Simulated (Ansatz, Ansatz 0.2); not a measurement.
# Thermal expansion and heat capacity of LiCl: quasi-harmonic phonons with LDA, PBE, PBE+D3(BJ) and r2SCAN

## Experimental context

The reference for the volume expansion coefficient of LiCl at room temperature is 131.4 × 10⁻⁶/K, an experimental value tabulated in "High-Throughput Prediction of Finite-Temperature Properties using the Quasi-Harmonic Approximation" (2016, arXiv:1603.06924). The same table gives an isobaric heat capacity of 48.1 J/(mol K) per formula unit, which is 24.05 J/(mol K) per mole of atoms. Both were taken over from earlier measurements. A second compilation, "Descriptors for thermal expansion in solids" (2017, arXiv:1701.03966), has 131.1 × 10⁻⁶/K for the expansion. I do not count this near agreement as a confirmation, since both entries probably go back to the same older literature. For a cubic crystal the volume coefficient is three times the linear one, so any error of the original length measurement carries over with the same relative size.

| compared with | measured | source's wording or label | T (K) | method |
| --- | --- | --- | --- | --- |
| volume thermal expansion coefficient near 300 K (1e-6/K) | 131.4 | – | room temperature | experimental value quoted in a table of the paper * |
| C_P (J/(mol K)) | 24.05 | 48.1 J/mol/K | room temperature | experimental value quoted in a table of the paper |
| volume thermal expansion coefficient near 300 K (1e-6/K) | 131.1 | – | room temperature | experimental value quoted in a table of the paper |

Where a quantity has several values, deviations refer to the one marked *.

Conditions are those given with the value in the passage it was taken from; "not stated" means there, and the paper may say more elsewhere. The values are a selection: others may have been left out beforehand as unlike or outlying.

## Aim and plan

I want the cheapest level of theory that gives the volume expansion coefficient near 300 K within 15 % and C_P within 5 %. The expansion depends on how the phonon frequencies shift with volume and on the bulk modulus, and common functionals easily differ by ten per cent or more in each; 15 % is therefore a demanding but useful limit. C_P is an easier test. At room temperature most modes of LiCl are already well excited, and the heat capacity lies near the classical limit whatever the functional, so a limit of 5 % is needed for it to say anything.

The model is the perfect rock-salt crystal with two atoms in the primitive cell, non-magnetic and insulating, relaxed at each level. The quasi-harmonic approximation lets the phonons change with volume and includes zero-point motion, but leaves out anharmonicity at fixed volume. In a soft ionic crystal with a light cation it tends to give too large an expansion, which I keep in mind when judging a hit.

I begin with LDA and a coarse phonon mesh, refine the mesh until the expansion settles, and only then change the functional if the deviation calls for it.

System: LiCl, Fm-3m; Fm-3m, 2 atoms in the primitive cell; start from the COD cell (16.87 A^3/atom), relaxed at each level; note on this database entry: 0.1 to 0.3 % short, probably kX units; entry of 1963.

## 1. LDA with a coarse phonon mesh

LDA on a 2×2×2 phonon mesh is a light way to obtain the whole chain from relaxation to expansion. The electronic mesh of 8×8×8 should be ample for a wide-gap insulator, so the phonon mesh is the setting I trust least. I expect LDA to give too small a volume and too stiff a lattice, and hence an expansion on the low side.

**Run 1.** Ansatz 0.2: quasi-harmonic study, LDA, PAW set soft_2 (files made for PBE), 487.2 eV (not typed: chosen by the program), k 8x8x8, q 2x2x2 by linear response, fixed occupations, spin none, start at 15.29 A^3/atom.

Key lines of the input:
```
crystal:
  lattice:
    - [0.0, 2.4820709685, 2.4820709685]
    - [2.4820709685, 0.0, 2.4820709685]
    - [2.4820709685, 2.4820709685, 0.0]
  # atoms left out
kpoints:
  mp_grid: { grid: [8, 8, 8] }
hamiltonian:
  xc: lda
scf:
  occupations: { method: fixed }
phonons:
  method: dfpt
  qmesh: [2, 2, 2]
  temperatures: { t_max: 800.0, t_step: 50 }
  thermal_expansion: {}
```

Command:
```
ansatz run input.yaml --threads 4 --pin off --max-ram 16384MiB --backend cpu --events-out ev --progress --plain --runs-dir out
```

Selected lines of the output:
```
     0.00    3.53232    3.53232    3.53232    31.1649 |    0.00    0.00    0.00    0.00 |   84.06 |     0.000     0.000 |    38.55    …
   298.15    3.56233    3.56233    3.56233    31.9660 |   48.63   48.63   48.63  145.90 |       - |    49.872    45.942 |    32.17    …
  by sums over the sampled wave vectors an expansion of the volume parts by up to 97.34e-6/K
```

Converged; 45 s on 4 cores of AMD EPYC 9R14 (Zen 4), shared host. Warnings: thermal_expansion_settings (in short: Summarizes the numerical settings used by each cell in the thermal-expansion study, including basis cutoff, k-point and wave-vector sampling, and relaxation, electron and phonon options).

| quantity | run 1 | measured | deviation |
| --- | --- | --- | --- |
| volume thermal expansion coefficient near 300 K (1e-6/K) | 145.9 | 131.4 | +14.5 (+11.0 %) |
| C_P (J/(mol K)) | 24.94 | 24.05 | +0.89 (+3.7 %) |
| B_T (GPa) | 32.17 |  |  |
| Grueneisen | 1.967 |  |  |
| volume (Å³) | 15.983 |  |  |

Both values lie inside their limits, the expansion 11.0 % high and C_P 3.7 % high. I had expected LDA to fall low in the expansion. The volume per atom, 15.983 Å³, is indeed smaller than the 16.87 Å³ of the diffraction cell, but the lattice softens quickly on heating: the bulk modulus drops from 38.55 GPa at 0 K to 32.17 GPa at room temperature.

I don't accept the hit yet. Sums over the sampled wave vectors alone give an expansion that departs from the interpolated one by up to 97.34 × 10⁻⁶/K somewhere in the temperature range. That is a strong sign that the 2×2×2 phonon mesh is too coarse.

## 2. A finer phonon mesh

I refine the phonon mesh to 4×4×4 and keep LDA. One run retains the 8×8×8 electronic mesh, so that its difference from the first run is due to the phonon mesh alone. A second uses only 4×4×4 k-points, to see whether the electronic part can be made cheaper. I expect the expansion to move noticeably with the phonon mesh and little with the k-points.

**Run 2.** Ansatz 0.2: quasi-harmonic study, LDA, PAW set soft_2 (files made for PBE), 487.2 eV (not typed: chosen by the program), k 4x4x4, q 4x4x4 by linear response, fixed occupations, spin none, start at 15.29 A^3/atom.

Key lines of the input:
```
crystal:
  lattice:
    - [0.0, 2.4820710004, 2.4820710004]
    - [2.4820710004, 0.0, 2.4820710004]
    - [2.4820710004, 2.4820710004, 0.0]
  # atoms left out
kpoints:
  mp_grid: { grid: [4, 4, 4] }
hamiltonian:
  xc: lda
scf:
  occupations: { method: fixed }
phonons:
  method: dfpt
  qmesh: [4, 4, 4]
  temperatures: { t_max: 800.0, t_step: 50 }
  thermal_expansion: {}
```

Selected lines of the output:
```
   298.15    3.56966    3.56966    3.56966    32.1637 |   51.73   51.73   51.73  155.20 |       - |    50.523    46.141 |    31.51    …
```

Converged; 1.7 min on 4 cores of Intel Xeon Platinum 8259CL at 2.50GHz (Skylake/Cascade Lake), shared host. Warnings: thermal_expansion_settings.

**Run 3.** Ansatz 0.2: quasi-harmonic study, LDA, PAW set soft_2 (files made for PBE), 487.2 eV (not typed: chosen by the program), k 8x8x8, q 4x4x4 by linear response, fixed occupations, spin none, start at 15.29 A^3/atom.

Key lines of the input, as changed from run 1:
```diff
  phonons:
-   qmesh: [2, 2, 2]
+   qmesh: [4, 4, 4]
```

Selected lines of the output:
```
   298.15    3.56346    3.56346    3.56346    31.9965 |   50.37   50.37   50.37  151.12 |       - |    50.219    46.042 |    31.84    …
  by sums over the sampled wave vectors an expansion of the volume parts by up to 0.99e-6/K
```

Converged; 3.3 min on 4 cores of AMD EPYC 9R14 (Zen 4), shared host. Warnings: thermal_expansion_settings.

| quantity | run 2 | run 3 | measured |
| --- | --- | --- | --- |
| volume thermal expansion coefficient near 300 K (1e-6/K) | 155.2 | 151.1 | 131.4 |
| C_P (J/(mol K)) | 25.26 | 25.11 | 24.05 |
| B_T (GPa) | 31.50 | 31.84 |  |
| Grueneisen | 2.053 | 2.013 |  |
| volume (Å³) | 16.082 | 15.998 |  |

The finer phonon mesh raises the expansion from 145.9 to 151.1 × 10⁻⁶/K, so part of the first agreement came from the coarse mesh. The sums over the sampled wave vectors now stay within 0.99 × 10⁻⁶/K of the interpolated expansion, a great improvement on the 2×2×2 mesh.

The k-points matter more than I had assumed. With 4×4×4 of them the expansion is 155.2 × 10⁻⁶/K and C_P also slips just past its limit, so that saving is not worth having. With 8×8×8 C_P passes, but the expansion sits on the 15 % line itself, and I leave it undecided.

## 3. Convergence of the LDA result

With the expansion on the limit, even a small numerical shift decides the outcome. I therefore test the three main settings in turn: 12×12×12 k-points at the same phonon mesh, then a 6×6×6 phonon mesh on top of that, and separately a cutoff of 550 eV with the 8×8×8 k-points. I expect the two meshes to move the expansion less than their previous refinements did; for the cutoff I have no earlier step to go by.

**Run 4.** Ansatz 0.2: quasi-harmonic study, LDA, PAW set soft_2 (files made for PBE), 487.2 eV (not typed: chosen by the program), k 12x12x12, q 4x4x4 by linear response, fixed occupations, spin none, start at 15.29 A^3/atom.

Key lines of the input:
```
crystal:
  lattice:
    - [0.0, 2.4820709654, 2.4820709654]
    - [2.4820709654, 0.0, 2.4820709654]
    - [2.4820709654, 2.4820709654, 0.0]
  # atoms left out
kpoints:
  mp_grid: { grid: [12, 12, 12] }
hamiltonian:
  xc: lda
scf:
  occupations: { method: fixed }
phonons:
  method: dfpt
  qmesh: [4, 4, 4]
  temperatures: { t_max: 800.0, t_step: 50 }
  thermal_expansion: {}
```

Selected lines of the output:
```
   298.15    3.56345    3.56345    3.56345    31.9962 |   50.37   50.37   50.37  151.12 |       - |    50.218    46.042 |    31.83    …
```

Converged; 15 min on 4 cores of Arm Neoverse V2, shared host. Warnings: thermal_expansion_settings.

**Run 5.** Ansatz 0.2: quasi-harmonic study, LDA, PAW set soft_2 (files made for PBE), 487.2 eV (not typed: chosen by the program), k 12x12x12, q 6x6x6 by linear response, fixed occupations, spin none, start at 15.29 A^3/atom.

Key lines of the input, as changed from run 4:
```diff
  phonons:
-   qmesh: [4, 4, 4]
+   qmesh: [6, 6, 6]
```

Selected lines of the output:
```
   298.15    3.56347    3.56347    3.56347    31.9965 |   50.39   50.39   50.39  151.18 |       - |    50.223    46.043 |    31.83    …
```

Converged; 46 min of wall time. Warnings: thermal_expansion_settings.

**Run 6.** Ansatz 0.2: quasi-harmonic study, LDA, PAW set soft_2 (files made for PBE), 550 eV, k 8x8x8, q 4x4x4 by linear response, fixed occupations, spin none, start at 15.29 A^3/atom.

Key lines of the input, as changed from run 4:
```diff
  kpoints:
-   mp_grid: { grid: [12, 12, 12] }
+   mp_grid: { grid: [8, 8, 8] }
+ basis:
+   ecutwfc: 550.0
```

Selected lines of the output:
```
   298.15    3.56346    3.56346    3.56346    31.9965 |   50.35   50.35   50.35  151.05 |       - |    50.215    46.042 |    31.84    …
  estimated error of the fitted expansion in any direction: up to 35.649e-6/K, at 600 K (an estimate, not a bound: it was exceeded on models of known expansion)
```

Converged; 5.8 min of wall time. Warnings: thermal_expansion_settings.

| quantity | run 4 | run 5 | run 6 | measured |
| --- | --- | --- | --- | --- |
| volume thermal expansion coefficient near 300 K (1e-6/K) | 151.1 | 151.2 | 151.1 | 131.4 |
| C_P (J/(mol K)) | 25.11 | 25.11 | 25.11 | 24.05 |
| B_T (GPa) | 31.84 | 31.84 | 31.84 |  |
| Grueneisen | 2.013 | 2.014 | 2.013 |  |
| volume (Å³) | 15.998 | 15.998 | 15.998 |  |

The LDA result is numerically settled. From 8×8×8 to 12×12×12 k-points, from a 4×4×4 to a 6×6×6 phonon mesh, and from the default cutoff to 550 eV, the expansion stays between 151.05 and 151.18 × 10⁻⁶/K. The 8×8×8 k-points with the 4×4×4 phonon mesh are therefore sufficient for LDA, and the denser meshes only add cost.

These values straddle the 15 % limit, so LDA remains undecided on the expansion while it passes on C_P. The fit's own error estimate reaches about 36 × 10⁻⁶/K, but at 600 K, far above the temperature I compare.

## 4. Gradient correction and dispersion

Better numerics can't settle the matter, so I turn to the functional. PBE usually gives ionic crystals too large a volume and too soft a lattice, which should push the expansion up further. Dispersion between the polarisable chloride ions pulls the lattice together again, and PBE+D3(BJ) may therefore come closer to experiment. I run both at the 8×8×8 and 4×4×4 meshes, so that the contribution of dispersion can be seen.

**Run 7.** Ansatz 0.2: quasi-harmonic study, PBE, PAW set soft_2 (files made for PBE), 487.2 eV (not typed: chosen by the program), k 8x8x8, q 4x4x4 by linear response, fixed occupations, spin none, start at 17.07 A^3/atom.

Key lines of the input:
```
crystal:
  lattice:
    - [0.0, 2.5749920867, 2.5749920867]
    - [2.5749920867, 0.0, 2.5749920867]
    - [2.5749920867, 2.5749920867, 0.0]
  # atoms left out
kpoints:
  mp_grid: { grid: [8, 8, 8] }
hamiltonian:
  xc: pbe
scf:
  occupations: { method: fixed }
phonons:
  method: dfpt
  qmesh: [4, 4, 4]
  temperatures: { t_max: 800.0, t_step: 50 }
  thermal_expansion: {}
```

Selected lines of the output:
```
   200.00    3.69823    3.69823    3.69823    35.7657 |   80.72   80.72   80.72  242.17 |       - |    49.692    44.028 |    22.42    …
  vibrations at or below zero in cell 10 at the wave vectors that are sampled (0.516 modes a cell, the lowest at -52.8 cm⁻¹): the cell is left out of the free …
```

Converged; 3.5 min on 4 cores of AMD EPYC 9R14 (Zen 4), shared host. Warnings: thermal_expansion_settings.

**Run 8.** Ansatz 0.2: quasi-harmonic study, PBE+D3(BJ), PAW set soft_2 (files made for PBE), 487.2 eV (not typed: chosen by the program), k 8x8x8, q 4x4x4 by linear response, fixed occupations, spin none, start at 15.97 A^3/atom.

Key lines of the input:
```
crystal:
  lattice:
    - [0.0, 2.5183646022, 2.5183646022]
    - [2.5183646022, 0.0, 2.5183646022]
    - [2.5183646022, 2.5183646022, 0.0]
  # atoms left out
kpoints:
  mp_grid: { grid: [8, 8, 8] }
hamiltonian:
  xc: pbe
  dispersion: d3bj
scf:
  occupations: { method: fixed }
phonons:
  method: dfpt
  qmesh: [4, 4, 4]
  temperatures: { t_max: 800.0, t_step: 50 }
  thermal_expansion: {}
```

Selected lines of the output:
```
   298.15    3.61871    3.61871    3.61871    33.5080 |   55.17   55.17   55.17  165.51 |       - |    50.932    46.244 |    28.44    …
```

Converged; 4.8 min on 4 cores of Intel Xeon Platinum 8488C (Sapphire Rapids), shared host. Warnings: thermal_expansion_settings.

| quantity | run 7 | run 8 | measured |
| --- | --- | --- | --- |
| volume thermal expansion coefficient near 300 K (1e-6/K) | – | 165.5 | 131.4 |
| C_P (J/(mol K)) | – | 25.47 | 24.05 |
| B_T (GPa) | – | 28.44 |  |
| Grueneisen | – | 2.054 |  |
| volume (Å³) | – | 16.754 |  |

PBE yields no room-temperature value. Its expansion is already 242.17 × 10⁻⁶/K at 200 K, where the bulk modulus has fallen to 22.42 GPa, and one of the cells of the study has unstable vibrations and drops out of the free energy. The quasi-harmonic treatment fails here before it reaches the temperature of interest.

Dispersion restores a usable lattice, with a volume of 16.754 Å³ per atom, much nearer to the diffraction cell than that of LDA. Yet the expansion is 165.5 × 10⁻⁶/K, 26 % too high, and C_P now misses as well. A better volume has not brought a better expansion.

## 5. The meta-GGA r2SCAN

r2SCAN is the next step up in the functional. It usually describes the volumes and stiffness of ionic crystals better than PBE and includes part of the medium-range attraction without an added dispersion term. I expect a stiffer lattice than with PBE+D3(BJ) and a smaller expansion. I keep the meshes that sufficed for LDA.

**Run 9.** Ansatz 0.2: quasi-harmonic study, r2SCAN, PAW set soft_2 (files made for PBE), 580 eV (not typed: chosen by the program), k 8x8x8, q 4x4x4 by linear response, fixed occupations, spin none, start at 16.70 A^3/atom.

Key lines of the input, as changed from run 3:
```diff
  crystal:
    lattice:
-     - [0.0, 2.4820709685, 2.4820709685]
-     - [2.4820709685, 0.0, 2.4820709685]
-     - [2.4820709685, 2.4820709685, 0.0]
+     - [0.0, 2.5562024763, 2.5562024763]
+     - [2.5562024763, 0.0, 2.5562024763]
+     - [2.5562024763, 2.5562024763, 0.0]
  hamiltonian:
-   xc: lda
+   xc: r2scan
```

Selected lines of the output:
```
  estimated error of the fitted expansion in any direction: up to 264.913e-6/K, at 450 K (an estimate, not a bound: it was exceeded on models of known expansion)
  vibrations at or below zero in cell 15 at the wave vectors that are sampled (0.328 modes a cell, the lowest at -40.2 cm⁻¹): the cell is left out of the free …
```

Converged; 40 min on 4 cores of Arm Neoverse V2, shared host. Warnings: thermal_expansion_settings.

| quantity | run 9 | measured | deviation |
| --- | --- | --- | --- |
| volume thermal expansion coefficient near 300 K (1e-6/K) | 199.8 | 131.4 | +68.4 (+52.1 %) |
| C_P (J/(mol K)) | 26.65 | 24.05 | +2.60 (+10.8 %) |
| B_T (GPa) | 26.04 |  |  |
| Grueneisen | 2.372 |  |  |
| volume (Å³) | 17.671 |  |  |

r2SCAN moves away from experiment: the expansion is 52.1 % too high and C_P 10.8 % too high, so both miss. I had expected a stiffer lattice than with PBE+D3(BJ), but the bulk modulus at room temperature is lower, 26.04 against 28.44 GPa. The volume of 17.671 Å³ per atom is also well above the 16.87 Å³ of the diffraction cell.

The expansion itself is less secure than that of LDA. One cell has unstable vibrations and is left out of the free energy, and the estimated error of the fit reaches 264.913 × 10⁻⁶/K at 450 K. I tested the meshes for LDA only, and the PAW files were made for PBE, so I can't assign the whole miss to the functional. As it stands, this dearer calculation gives no reason to prefer r2SCAN to LDA for the expansion of LiCl.

## Overview

| run | settings | volume thermal expansion coefficient near 300 K (1e-6/K) | deviation | C_P (J/(mol K)) | deviation | cost |
| --- | --- | --- | --- | --- | --- | --- |
| 1 | quasi-harmonic study, LDA, 487.2 eV (not typed: chosen by the program), k 8x8x8, q 2x2x2 by linear response, start at 15.29 A^3/atom | 145.9 | +14.5 (+11.0 %) | 24.94 | +0.89 (+3.7 %) | 3 core-min |
| 2 | quasi-harmonic study, LDA, 487.2 eV (not typed: chosen by the program), k 4x4x4, q 4x4x4 by linear response, start at 15.29 A^3/atom | 155.2 | +23.8 (+18.1 %) | 25.26 | +1.21 (+5.0 %) | 7 core-min |
| 3 | quasi-harmonic study, LDA, 487.2 eV (not typed: chosen by the program), k 8x8x8, q 4x4x4 by linear response, start at 15.29 A^3/atom | 151.1 | +19.7 (+15.0 %) | 25.11 | +1.06 (+4.4 %) | 13 core-min |
| 4 | quasi-harmonic study, LDA, 487.2 eV (not typed: chosen by the program), k 12x12x12, q 4x4x4 by linear response, start at 15.29 A^3/atom | 151.1 | +19.7 (+15.0 %) | 25.11 | +1.06 (+4.4 %) | 60 core-min |
| 5 | quasi-harmonic study, LDA, 487.2 eV (not typed: chosen by the program), k 12x12x12, q 6x6x6 by linear response, start at 15.29 A^3/atom | 151.2 | +19.8 (+15.1 %) | 25.11 | +1.06 (+4.4 %) | 3.1 core-h |
| 6 | quasi-harmonic study, LDA, 550 eV, k 8x8x8, q 4x4x4 by linear response, start at 15.29 A^3/atom | 151.1 | +19.7 (+15.0 %) | 25.11 | +1.06 (+4.4 %) | 23 core-min |
| 7 | quasi-harmonic study, PBE, 487.2 eV (not typed: chosen by the program), k 8x8x8, q 4x4x4 by linear response, start at 17.07 A^3/atom | – |  | – |  | 14 core-min |
| 8 | quasi-harmonic study, PBE+D3(BJ), 487.2 eV (not typed: chosen by the program), k 8x8x8, q 4x4x4 by linear response, start at 15.97 A^3/atom | 165.5 | +34.1 (+26.0 %) | 25.47 | +1.42 (+5.9 %) | 19 core-min |
| 9 | quasi-harmonic study, r2SCAN, 580 eV (not typed: chosen by the program), k 8x8x8, q 4x4x4 by linear response, start at 16.70 A^3/atom | 199.8 | +68.4 (+52.1 %) | 26.65 | +2.60 (+10.8 %) | 2.7 core-h |
|  | measured | 131.4 |  | 24.05 |  |  |

Further runs on the same system, made beside this series (convergence steps with loose settings among them):

| further | settings | volume thermal expansion coefficient near 300 K (1e-6/K) | deviation | C_P (J/(mol K)) | deviation | cost | status |
| --- | --- | --- | --- | --- | --- | --- | --- |
| F1 | quasi-harmonic study, LDA, 320 eV, k 8x8x8, q 4x4x4 by linear response, start at 15.29 A^3/atom | 154.6 | +23.2 (+17.6 %) | 25.20 | +1.15 (+4.8 %) | 15 core-min | warnings: cutoff_below_recommended; thermal_expansion_settings |
| F2 | quasi-harmonic study, LDA, 487.2 eV (not typed: chosen by the program), k 8x8x8, q 4x4x4 by finite displacements, start at 15.29 A^3/atom | 151.1 | +19.7 (+15.0 %) | 25.11 | +1.06 (+4.4 %) | 30 core-min | warnings: thermal_expansion_settings |
|  | measured | 131.4 |  | 24.05 |  |  |  |

## Assessment

LDA reaches the target for C_P, but for the expansion it stays undecided. With 8×8×8 k-points and a 4×4×4 phonon mesh, at 13 core-minutes, the expansion coefficient is 151.1 × 10⁻⁶/K, 15.0 % above the reference and on the limit itself. C_P is 4.4 % too high and passes narrowly.

Denser meshes, a higher cutoff and phonons from finite displacements all leave the expansion practically unchanged, so the excess isn't a matter of these settings. The 2×2×2 phonon mesh gave a pass at 11.0 %, but only because it was too coarse. Refining that mesh mattered most; going beyond 4×4×4 only confirmed the result.

The closeness of LDA probably rests on a cancellation. Its volume is about 5 % below that of the diffraction cell, and such a compressed lattice should expand too little. Leaving out anharmonicity at fixed volume tends to act the other way in a soft ionic crystal with a light cation. The other functionals fit this picture: PBE+D3(BJ) has a much better volume but misses the expansion by 26.0 %, r2SCAN misses by 52.1 %, and PBE gives no room-temperature value. The excess expansion also enters C_P through the work of dilation, and by my estimate explains roughly half of the excess there.

How much of the error belongs to the quasi-harmonic approximation and how much to the functionals remains open, as does the effect of using PAW files made for PBE with LDA and r2SCAN. The reference is itself second-hand, and the two tabulated expansion values are probably not independent. The natural next step would be molecular dynamics, which includes the missing anharmonicity, though with classical nuclei it would lose the quantum effects of the light lithium.

[Logs are printed without paths, hosts, clocks, repeated set-up lines and the standing remarks that a program may print on its own settings, such as how far it seeks lower states.]

[The runs shown are a pick from a larger set of finished runs; failed, doubtful and other runs were left out of it ahead of writing. So were measured values far from every level or from commonly accepted values, and agreement can look better than it is. Lines of input and output are excerpts and may be shortened.]
